Densities of states of cubic BaTiO3 (unrelaxed 10-atom cell), computed with Ansatz 0.2.0 using r2SCAN, scalar-relativistic PAW datasets, a 500 eV plane-wave cutoff and a 5×5×7 k-mesh, without spin polarization. Values are tetrahedron-method means over 0.50 eV bins; projections on atomic orbitals are summed over all atoms of an element.

| bin centre from the Fermi level (eV) | total (states/eV/cell) | on O p (states/eV/cell) | on Ti d (states/eV/cell) | on Ba p (states/eV/cell) | on O s (states/eV/cell) |
| --- | --- | --- | --- | --- | --- |
| -11.78 | 2.10 | 0.20 | 0.06 | 1.81 | 0.02 |
| -11.28 | 14.38 | 0.87 | 0.15 | 13.02 | 0.29 |
| -10.78 | 7.50 | 0.16 | 0.03 | 7.05 | 0.21 |
| -10.28 | 0.00 | 0.00 | 0.00 | 0.00 | 0.00 |
| -9.78 | 0.00 | 0.00 | 0.00 | 0.00 | 0.00 |
| -9.28 | 0.00 | 0.00 | 0.00 | 0.00 | 0.00 |
| -8.78 | 0.00 | 0.00 | 0.00 | 0.00 | 0.00 |
| -8.28 | 0.00 | 0.00 | 0.00 | 0.00 | 0.00 |
| -7.78 | 0.00 | 0.00 | 0.00 | 0.00 | 0.00 |
| -7.28 | 0.00 | 0.00 | 0.00 | 0.00 | 0.00 |
| -6.78 | 0.00 | 0.00 | 0.00 | 0.00 | 0.00 |
| -6.28 | 0.00 | 0.00 | 0.00 | 0.00 | 0.00 |
| -5.78 | 0.08 | 0.06 | 0.00 | 0.00 | 0.00 |
| -5.28 | 5.84 | 4.20 | 0.99 | 0.01 | 0.03 |
| -4.78 | 7.34 | 5.17 | 1.72 | 0.05 | 0.04 |
| -4.28 | 6.98 | 5.30 | 1.16 | 0.12 | 0.05 |
| -3.77 | 13.30 | 10.55 | 1.68 | 0.51 | 0.04 |
| -3.27 | 7.72 | 5.92 | 1.22 | 0.36 | 0.02 |
| -2.77 | 5.90 | 5.12 | 0.42 | 0.08 | 0.03 |
| -2.27 | 9.26 | 8.50 | 0.30 | 0.14 | 0.04 |
| -1.77 | 11.44 | 10.62 | 0.30 | 0.23 | 0.04 |
| -1.27 | 4.10 | 3.97 | 0.03 | 0.03 | 0.00 |
| -0.78 | 0.00 | 0.00 | 0.00 | 0.00 | 0.00 |
| -0.28 | 0.00 | 0.00 | 0.00 | 0.00 | 0.00 |
| 0.23 | 0.00 | 0.00 | 0.00 | 0.00 | 0.00 |
| 0.72 | 0.00 | 0.00 | 0.00 | 0.00 | 0.00 |
| 1.23 | 1.25 | 0.06 | 1.16 | 0.00 | 0.00 |
| 1.73 | 3.46 | 0.37 | 3.02 | 0.00 | 0.00 |
| 2.23 | 4.98 | 0.81 | 4.04 | 0.00 | 0.00 |
| 2.73 | 10.10 | 1.96 | 7.72 | 0.01 | 0.01 |
| 3.23 | 4.74 | 0.86 | 3.51 | 0.00 | 0.07 |
| 3.73 | 2.50 | 0.22 | 1.93 | 0.00 | 0.25 |

## The puzzle

Barium titanate is usually written with $\mathrm{Ti^{4+}}$, an ion whose 3d shell is empty. Yet the filled band between −5.78 and −1.27 eV carries Ti d density in most of its rows. Summed over that band, it comes to almost exactly two d electrons per Ti atom. That is the number a $\mathrm{Ti^{2+}}$ ion would have, so it is tempting to conclude that titanium has given up only two of its four valence electrons.

There are two other readings. The projection may simply count some oxygen density as titanium density, because the atoms are close neighbours. Or the O p and Ti d orbitals may mix, so that the states of the filled band belong partly to both. The three readings place the Ti d density at different energies, and this is what the table can test.

## Two rows of the filled band

Take first the row at −1.27 eV, the highest filled one. The zero of energy lies in the middle of the gap, so this row is the top of the valence band. It has 3.97 states/eV on O p and only 0.03 on Ti d. Electrons left behind in a titanium d shell should sit just here, because d levels lie above the O p levels and would be the last to be filled. Instead the top of the band is almost pure oxygen.

Now go down to −4.78 eV. Here Ti d has 1.72 states/eV against 5.17 on O p, a quarter of their sum and the largest share in any filled row. The share does not fall evenly from there to the top, but the division is clear: 87% of the filled Ti d density lies below −3 eV, against 53% of the O p density. No filled row is mainly titanium.

This rules out a separate pair of d electrons on each Ti. It also rules out a uniform miscount of oxygen density, which would give every row the same share. A miscount that acts only on O p combinations with the symmetry of a d orbital would survive the test. The count of two also depends on how the density is divided between the atoms, so it is not a charge that could be measured on titanium.

## Why mixing puts titanium at the bottom

When an O p combination meets a Ti d orbital of matching symmetry, two new states form. The lower one is bonding, mostly oxygen with some titanium, and is pushed down. The upper one is antibonding, mostly titanium with some oxygen, and is pushed up. O p combinations that find no partner on titanium keep their oxygen character and remain near the top of the filled band.

The formal charge and the d density thus answer different questions. The filled band holds 36 electrons, six for each of the six O atoms, and in the formal count they all belong to oxygen. Mixing lets these electrons spend part of their time on titanium without creating a filled titanium band.

## A two-level estimate for the empty band

Mixing must also leave oxygen character in the empty band. Let $E_p$ and $E_d$ be the energies of the O p and Ti d levels before they mix, and $t$ their coupling. A mixed state of energy $E$ with amplitudes $c_p$ and $c_d$ obeys

$$(E-E_p)\,c_p=t\,c_d,\qquad (E-E_d)\,c_d=t\,c_p .$$

Dividing one equation by the other removes the coupling, and the O p share follows:

$$\frac{c_p^2}{c_d^2}=\frac{E-E_d}{E-E_p},\qquad w_p=\frac{E-E_d}{(E-E_d)+(E-E_p)} .$$

For $E_d$ we take the bottom of the empty band, at 1.04 eV. It lies at the centre of the Brillouin zone, where symmetry forbids O p and Ti d to mix in this cubic structure. For $E_p$ we take the centre of the filled O p density, at −3.14 eV.

The row at 2.73 eV then has $E-E_d=1.69$ eV and $E-E_p=5.87$ eV. The estimate is $w_p=1.69/(1.69+5.87)$, or 22%. The table gives $1.96/(1.96+7.72)$, or 20%. No constant was adjusted to this row or to its neighbours.

The computed share climbs from 5% at 1.23 eV to 20% at 2.73 eV and then levels off. The share climbs because states further above the edge are more strongly antibonding. Over the five rows up to 3.23 eV the formula misses by about 3 percentage points, half the miss of a constant share. It does not reproduce the levelling off: at 3.23 eV it gives 26%, against a computed 20%.

## Where the estimate is weak

The good agreement depends on where the oxygen level is placed. With $E_p$ at the top of the valence band, the shares come out far too large and the formula does worse than a constant. Yet neither choice is exact. The states at the top hardly mix with titanium, so they show where some unmixed O p levels lie, but not necessarily those that pair with Ti d. The centre averages over all O p states, and mixing has already lowered it. The table does not settle the choice, so the close match in size may be partly luck. The rise of the share is firmer, because both choices give it.

At 3.73 eV the formula fails outright: it gives 28%, and the computed share is 10%. O s density, only slight in the row before, has grown here. The likely reason is that a second set of d states takes over, those whose lobes point straight at the oxygen atoms. The first set has room for 12 electrons per cell, and the five rows below hold slightly more, so the second set already starts in the row at 3.23 eV. That may be part of why the share levels off there. Near their lower edge, symmetry lets them mix with O s but hardly with O p, so a formula made for the first set no longer applies.

## Using the picture

In barium zirconate the empty band is built from Zr 4d orbitals, which lie higher above the O p levels. The formula then gives less oxygen character at the same height above the band edge, because $E-E_p$ is larger. For similar coupling, the closer the metal d level lies to O p, the more the two share their states.

For electrons that are added to the crystal or excited in it, the band edges matter more than the total d count. Firing in a reducing atmosphere removes oxygen and leaves electrons behind, and these are expected mainly in titanium d states, the kind that form the lower edge of the empty band. Light absorbed across the gap moves an electron from oxygen to titanium.

The computed gap of 2.19 eV should not be used as the absorption edge, since functionals of this kind give gaps that are too small; the measured one is roughly 3 eV. The shares belong to the ideal cubic cell, and the shift of Ti in the ferroelectric phases changes the mixing. The printed analysis below compares the mixing formula, with both choices of $E_p$, and a constant share for the five empty rows from 1.23 to 3.23 eV. Two further lines concern the Ti d orbitals that point at the oxygen atoms (eg) and those that point between them (t2g): the ratio of their filled weights per orbital, and the t2g total. Despite their labels, these lines also include the small Ti d density in the three lowest rows of the table, where the states are mainly Ba p.

Output of the analysis:

```
electrons in the filled band, per cell: 35.98
Ti d electrons in the filled band, per Ti atom: 1.955
Ti d share of O p plus Ti d in filled rows, from the lowest up, percent: 0, 19.08, 24.96, 17.96, 13.74, 17.09, 7.581, 3.409, 2.747, 0.75, 0, 0
part of filled Ti d that lies below -3 eV, percent: 86.57
part of filled O p that lies below -3 eV, percent: 52.52
filled-band electrons on none of the listed orbitals, per cell: 1.455
states in the empty rows 1.23 to 3.23 eV, electrons per cell: 12.27
filled weight per eg orbital over that per t2g orbital: 1.181
t2g electrons in the filled band, per cell: 2.255
O p weight in the empty rows 1.23 to 3.23 eV, electrons per cell: 2.03
centre of filled O p, eV: -3.137
O p share in empty rows 1.23 to 3.23 eV, computed, percent: 4.918, 10.91, 16.7, 20.25, 19.68
the same from two-level mixing with O p at its centre, percent: 4.169, 12.42, 18.15, 22.36, 25.59
the same with O p at the valence top, percent: 7.396, 19.33, 26.05, 30.35, 33.34
constant share (mean of these rows), percent: 14.49
rms miss of mixing with O p at its centre, percentage points: 2.979
rms miss of mixing with O p at the valence top, percentage points: 9.517
rms miss of a constant share, percentage points: 5.82
O p share at 3.73 eV, computed, percent: 10.23
O p share at 3.73 eV from mixing with O p at its centre, percent: 28.15
```
